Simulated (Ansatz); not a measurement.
**Trial structures of GeF5: starts and ends**

Level of theory: DFT PBE, scalar-relativistic, plane waves, PAW in Ansatz 0.2.0. Settings: cutoff 420 eV, Γ-centred meshes spaced at most about 0.3 Å⁻¹, and about 0.25 Å⁻¹ or finer for metals (2π included), Gaussian smearing. No spin polarisation in the final relaxations.

Each guess was relaxed in cell and atoms at zero pressure, within the symmetry of its start. These are static total energies at zero pressure. Coordination counts F atoms around Ge (those within 1.25 times the shortest such distance or 1.15 times the sum of covalent radii, 1.27 where that leaves under three; a plus sign parts nearer from farther groups; the shortest distance is added where it exceeds 1.18 times the sum of covalent radii).

```csv
guess,made from,start group,V start (Å³/atom),end group,V end (Å³/atom),coordination at the end,gap on mesh (eV),E over the lowest end (meV/atom)
1,Mg5Cd type,P-6m2,16.1,?,?,?,?,?
2,random cell,P6/mmm,13.2,P6/mmm,17.6,Ge 12+12 from 3.5 Å,0,1427
3,random cell,R-3m,12.6,R-3m,11.7,Ge 6,0,0
4,HfPd5 type,Cmmm,12.8,Cmmm,12.2,Ge 4+4+4,0,369
5,MgSn5 type,P-62m,12.7,P-62m,13.2,Ge 6,0,192
6,ZrNi5 type,F-43m,14.4,F-43m,11.2,Ge 16 from 2.7 Å,0,957
```

Guess 1 as it starts:

Space group P-6m2 (No. 187). a = 2.807 Å, b = 2.807 Å, c = 14.185 Å, α = 90.00°, β = 90.00°, γ = 120.00°
```csv
atom,site,symmetry,x,y,z
Ge,1a,-6m2,0.0000,0.0000,0.0000
F,2i,3m.,0.6667,0.3333,0.8350
F,2g,3m.,0.0000,0.0000,0.6673
F,1f,-6m2,0.6667,0.3333,0.5000
```

Task: Fill in the missing row: what does this guess relax into, and where does it rank?

Result: It ends in space group P-6m2 (No. 187), with a = 3.333 Å, c = 9.165 Å, 14.7 Å³/atom and no gap. It lies 0.92 eV/atom over the lowest end, above guess 4 and below guess 6. Counting F atoms around Ge, this end has Ge 6 from 2.3 Å and the lowest (guess 3) has Ge 6. The lowest (guess 3) holds F–F pairs (shortest 1.42 Å); in this end the shortest F–F distance is 2.23 Å.

```cif
data_structure
_symmetry_space_group_name_H-M 'P 1'
_symmetry_Int_Tables_number 1
_cell_length_a 3.3327
_cell_length_b 3.3327
_cell_length_c 9.1654
_cell_angle_alpha 90.000
_cell_angle_beta 90.000
_cell_angle_gamma 120.000
_cell_volume 88.16
loop_
_atom_site_label
_atom_site_type_symbol
_atom_site_fract_x
_atom_site_fract_y
_atom_site_fract_z
_atom_site_occupancy
Ge1 Ge 0.00000 0.00000 0.00000 1
F1 F 0.66667 0.33333 0.86917 1
F2 F 0.00000 0.00000 0.62318 1
F3 F 0.66667 0.33333 0.50000 1
F4 F 0.00000 0.00000 0.37682 1
F5 F 0.66667 0.33333 0.13083 1
```

Formation energies are uncorrected and refer to the elements' standard structures at the same level (F₂ as a molecule).

Task: Is the lowest end bound against the elements?

Result: Yes: its formation energy is −1.27 eV/atom. It lies below the elements, which doesn't yet make it stable against other compounds or structures.

No dispersion correction is applied, so the spacing and binding between layers, chains or molecules are poorly described (P-62m, Cmmm, P-6m2, P6/mmm), and this can change margins and order among such cells. In R-3m, P-62m, Cmmm, P-6m2, F-43m and others an odd number of electrons in the primitive cell allows no gap without spin; a larger cell or a magnetic state could open one. A magnetic state wasn't ruled out in cells without spin, among them P-62m, Cmmm, P-6m2, F-43m. Cells relaxed within their symmetry can be saddle points. A lower structure may well exist outside this small set. Some structure types and database cells were kept out of the candidates from the start, so a known form may be missing.

Coordination number alone does not set the ranking: guesses 1, 3 and 5 all end with six F around Ge, yet differ widely in energy. In guess 3 the 1.42 Å contact is essentially the bond of molecular F₂, so part of the fluorine stays unreduced. Guess 1 has no such pairs, its Ge–F contacts from 2.3 Å are much longer than normal bonds, and three of its five F atoms lie in a slab away from Ge. These are neither paired nor properly bound to Ge, which probably explains its high energy.

Germanium has only four valence electrons to give, and a fifth would have to come from the 3d shell. The negative formation energy therefore reflects strong Ge–F bonding and is no evidence for pentavalent germanium. The expected outcome is molecular GeF₄ plus F₂, but a cell with an odd number of formula units can't pair all the surplus fluorine, so this set probably misses that lower-energy arrangement.
